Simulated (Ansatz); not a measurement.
## MgB2: energy less free atoms and pressure against volume scale

Results calculated with Ansatz 0.2.0, not measured. Periodic Kohn-Sham DFT of a crystal at fixed atoms, scaled to volume_scale times the given cell; pressure positive in compression, energy less spherical unpolarised free atoms, largest_vzz the field gradient of largest size among the nuclei.

The cell before it is scaled or strained (space group P6/mmm, No. 191):
```
MgB2
1.0
      3.0850     0.0000     0.0000
     -1.5425     2.6717     0.0000
      0.0000     0.0000     3.5230
Mg B
1 2
Direct
  0.00000 0.00000 0.00000
  0.33333 0.66667 0.50000
  0.66667 0.33333 0.50000
```

Settings of every row: method all-electron LAPW; functional LDA; relativity scalar; k mesh 12x12x9; filling fermi-dirac; smearing width 0.05 eV; basis error target 0.5 meV/atom; nucleus gaussian.

Atom start moment: 0 on all atoms.

| row | volume scale | V (Å³/atom) | energy less free atoms (eV/atom) | pressure (GPa) |
| --- | --- | --- | --- | --- |
| 1 | 0.94 | 9.098 | -5.7202 | 1.871 |
| 2 | 0.96 | 9.292 | -5.7203 | -1.594 |
| 3 | 0.98 | 9.486 | -5.7165 | -4.743 |
| 4 | 0.99 | 9.582 | -5.7131 | -6.207 |
| 5 | 1 | 9.679 | -5.709 | -7.601 |
| 6 | 1.01 | 9.776 | ? | ? |
| 7 | 1.02 | 9.873 | -5.6982 | -10.197 |
| 8 | 1.04 | 10.066 | -5.6844 | -12.554 |
| 9 | 1.06 | 10.26 | -5.6679 | -14.695 |

Question: what energy less free atoms and pressure should row 6 give?

Worked fit of energy less free atoms. Take u = (V_r/V)^(2/3) − 1 with V_r = 9.6305 Å³ an atom, which is twice the finite (Eulerian) strain; such expansions in the strain, on which the Birch-Murnaghan equation of state is built, carry the rest volume and the bulk modulus. The shown rows have u = 0.03865, 0.02414, 0.01013, 0.00337, -0.00334, -0.01644, -0.02906, -0.04133. Least squares give energy less free atoms = −5.71118 − 0.6258 × u + 10.178 × u² eV/atom; a straight line predicts inner rows, each left out in turn, worse (root mean square 0.0052 against 6.2e-05 eV/atom). The rows lie off it by 0.0000, 0.0001, 0.0000, 0.0001, 0.0000, -0.0001, 0.0000, 0.0000. Its lowest point lies at u = 0.0307, or V = 9.203 Å³ an atom, and the curvature there gives the bulk modulus at fixed shape and fractions, B = (4/9)(1 + u)² E″(u)/V = 167 GPa. Letting shape and atoms relax would as a rule lower it, by much in layered, chain or molecular crystals. The withheld row has u = -0.00995, so the fit gives −5.71118 − 0.6258 × (-0.00995) + 10.178 × (-0.00995)² = -5.7039 eV/atom.

The calculation gave -5.704 eV/atom. The fit lies 0.0001 eV/atom (0.19 % of the column's range) above it, one unit of the last digit.

Worked fit of pressure. Take u = (V_r/V)^(2/3) − 1 with V_r = 9.6305 Å³ an atom, which is twice the finite (Eulerian) strain; such expansions in the strain, on which the Birch-Murnaghan equation of state is built, carry the rest volume and the bulk modulus. The shown rows have u = 0.03865, 0.02414, 0.01013, 0.00337, -0.00334, -0.01644, -0.02906, -0.04133. Least squares give pressure = −6.9078 + 208.402 × u + 484.63 × u² GPa; a straight line predicts inner rows, each left out in turn, worse (root mean square 0.25 against 0.0056 GPa). The rows lie off it by 0.000, 0.001, 0.004, -0.007, -0.003, 0.006, 0.001, -0.002 (root mean square 0.0038 GPa). The pressure vanishes at u = 0.0309, or V = 9.2 Å³ an atom, and there the bulk modulus at fixed shape and fractions is B = −V dP/dV = (2/3)(1 + u) dP/du = 164 GPa. Letting shape and atoms relax would as a rule lower it, by much in layered, chain or molecular crystals. The withheld row has u = -0.00995, so the fit gives −6.9078 + 208.402 × (-0.00995) + 484.63 × (-0.00995)² = -8.933 GPa.

The calculation gave -8.931 GPa. The fit lies 0.002 GPa (0.012 % of the column's range) below it; its largest miss of a shown row is 0.007 GPa.
